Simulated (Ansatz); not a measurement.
# Gate voltage and capacitance of a 1T-PtS₂ monolayer charged by one gate, from PBE-D3(BJ) calculations with a 5 Å vacuum gap

A field-effect device with a single-layer channel needs a known relation between gate voltage and carrier density. In a semiconductor such as 1T-PtS₂ part of the voltage moves the Fermi level through the gap, and the rest builds up the field between gate and layer. When the gate is only a few ångström away, the position of the induced charge also matters. The gate voltage is calculated here for seven carrier densities, from holes through the neutral layer to electrons, and is given relative to that of the neutral layer. The capacitance is compared with the 1.77 μF/cm² of a 5 Å vacuum gap, the distance from the gate sheet to the outermost atoms.

## Systems and settings

Ansatz 0.2.0, plane-wave Kohn-Sham DFT with its default PAW datasets, PBE-D3(BJ), Coulomb interaction cut off along the normal. The layer is relaxed neutral (cell and atoms), then held. One charged sheet stands 5 Å outside the outermost atoms of the upper face, behind a model barrier of 10 eV placed 1.5 Å nearer; the layer holds the opposite charge. Mesh 36×36×1, Fermi-Dirac smearing of 0.050 eV, spin-paired, no spin-orbit coupling. The voltage is read from the planar potential behind the sheet against the layer's Fermi level.

Notes on method and selection:

- A vacuum gap of 5 Å alone has a capacitance of 1.77 μF/cm².
- The capacitance is the series of the electrostatic and the quantum capacitance; at few carriers the latter depends on mesh and smearing.
- The neutral layer's Kohn-Sham gap along the symmetry path is 1.82 eV, with the valence top between K and Γ and the conduction bottom between Γ and M.
- In a layer with a gap the smearing places the neutral Fermi level somewhere in the gap, so the zero of voltage is arbitrary and only the window between the branches counts.
- Densities at which electrons spill towards the barrier, and series whose voltage is not monotonic, are not listed.
- Runs in which the search for lower states was switched off are not listed.
- Work functions and vacuum levels are read from the electrostatic potential (Hartree and local ionic parts), which a warning of a rough exchange-correlation potential in thin density does not concern.
- The default PAW datasets of this version of Ansatz are the set soft_2.
- Runs that did not converge, have known faults or may not be shown are not listed, and runs on Ansatz's PAW sets soft_1 and soft_2 are kept to separate tables.

Columns:

- carrier density (10¹³ cm⁻²): electrons added per area, negative for holes.
- back work function (eV): work function of the face away from the gate.
- gate voltage (V): gate voltage less that of the neutral layer.
- capacitance (μF/cm²): differential capacitance e·Δn/ΔV from the previous row to this one.
- equivalent distance (Å): vacuum distance with that capacitance, ε₀/C.

## Data

| member | carrier density (10¹³ cm⁻²) | back work function (eV) | gate voltage (V) | capacitance (μF/cm²) | equivalent distance (Å) |
| --- | --- | --- | --- | --- | --- |
| −15 | −15 | 6.212 | −11.916 | – | – |
| −8 | −8 | 6.229 | −6.705 | 2.15 | 4.11 |
| −3 | −3 | 6.218 | −2.998 | 2.16 | 4.10 |
| +0 | 0 | 5.419 | 0.000 | 1.60 | 5.52 |
| +3 | 3 | 4.621 | 2.973 | 1.62 | 5.48 |
| +8 | 8 | 4.618 | 6.507 | 2.27 | 3.91 |
| +15 | 15 | 4.660 | 11.088 | 2.45 | 3.62 |

## Mechanism

The voltage rises from −11.916 V at −15 to 11.088 V at +15 (densities in 10¹³ cm⁻²), along two nearly straight branches with a jump between them. A monotonic rise was a condition for listing the series, so the findings lie in the slopes and the jump. Within the branches the capacitance is 2.15 and 2.16 μF/cm² for holes and 2.27 and 2.45 μF/cm² for electrons, or roughly 1.2 to 1.4 times that of the vacuum gap. The two steps that touch the neutral layer give only 1.60 and 1.62 μF/cm², because they include the passage of the Fermi level through the gap, which adds hardly any carriers.

A simple model follows from three assumptions.

First, the field is confined between the gate sheet and the layer. The potential then differs between the two outer sides by k·n·d, where n is the carrier density, d the distance from the gate to the centroid of the induced charge, and k = e/ε₀. Since 10¹³ elementary charges per cm² are 1.602 μC/cm², k = 1.602 / (1.77 × 5) = 0.181 V/Å per 10¹³ cm⁻².

Second, the Fermi level goes to a band edge with the first carriers and stays there. The back work function supports this: it changes by 0.799 eV from neutral to −3 and by 0.798 eV from neutral to +3, but varies by no more than 0.042 eV within either branch. One shift w therefore serves both signs, because the smearing happens to place the neutral Fermi level near the middle of the window.

Third, d is the same at every density.

Together these give

V = s·w + k·n·d,

with s = −1 for holes, 0 for the neutral layer and +1 for electrons. Within a branch the capacitance is ε₀/d, which exceeds that of the vacuum gap if d is below 5 Å. This is expected of a polarisable layer: its electrons screen the gate field, and the centroid of the total induced charge moves outside the upper sulfur atoms.

## Testing the model

The two parameters are fixed on the hole members −3 and −8.

Slope: (6.705 − 2.998) / 5 = 0.7414 V per 10¹³ cm⁻².

Distance: d = 0.7414 / 0.181 = 4.10 Å.

Shift: w = 2.998 − 3 × 0.7414 = 0.774 V, close to the 0.799 eV by which the back work function changes between neutral and −3.

The other charged members then follow without further adjustment.

- **−15:** −0.774 − 15 × 0.7414 = −11.895 V. The table has −11.916 V, a difference of 0.021 V.
- **+3:** 0.774 + 3 × 0.7414 = 2.998 V. The table has 2.973 V, so the model is too high by 2.998 − 2.973 = 0.025 V.
- **+8:** 0.774 + 8 × 0.7414 = 6.705 V. The table has 6.507 V, so the model is too high by 6.705 − 6.507 = 0.198 V.
- **+15:** 0.774 + 15 × 0.7414 = 11.895 V. The table has 11.088 V, so the model is too high by 11.895 − 11.088 = 0.807 V.

The mean miss of these four is 0.26 V, while the same members lie on average about 8 V from the mean voltage of the series. Since any rising line would do well by that measure, a stricter comparison is a line without the shift w, drawn through the neutral layer and −8. It gives −6.705 × 15 / 8 = −12.572 V at −15 and misses by 12.572 − 11.916 = 0.656 V, so the shift is needed even within the hole branch.

## Departures from the trend

The model gives too high a voltage for electrons, by 0.198 V at +8 and 0.807 V at +15. The assumption that fails is the constant d. Removing the calculated shift of the back work function from the voltage gives d directly. At +15 it is (11.088 − 0.759) / (15 × 0.181) = 3.80 Å, and at −15 it is (11.916 − 0.793) / (15 × 0.181) = 4.10 Å. The rows between fall in order, from about 4.1 Å at −8 to about 3.9 Å at +8. The likely cause is that a positive gate draws the soft outer tail of the electron density towards itself, while a negative gate pushes it back against the atoms. The atoms are held in every row, so their relaxation plays no part in this asymmetry.

A smaller departure concerns the gap. The back work function changes by 6.218 − 4.621 = 1.597 eV between −3 and +3, which is about 0.2 eV less than the Kohn-Sham gap of 1.82 eV. Two effects have the right sign. Smearing lets the bands take up carriers before the Fermi level reaches their edges, and the field inside the layer shifts the carrier states relative to the back vacuum so as to narrow the window.

## Conclusions and limits

With one distance and one shift, the model reproduces the voltage to about 0.03 V from −15 to +3. At higher electron densities the distance shortens and the capacitance rises. The atoms are held at their neutral positions while the forces on them grow with the induced charge, so the geometry is no longer at equilibrium at the largest densities.

Two further effects matter for a real device. PBE gaps are too small, so a quasiparticle treatment would widen the jump between the branches. A solid dielectric in place of the vacuum, at equal thickness, would raise the capacitance.
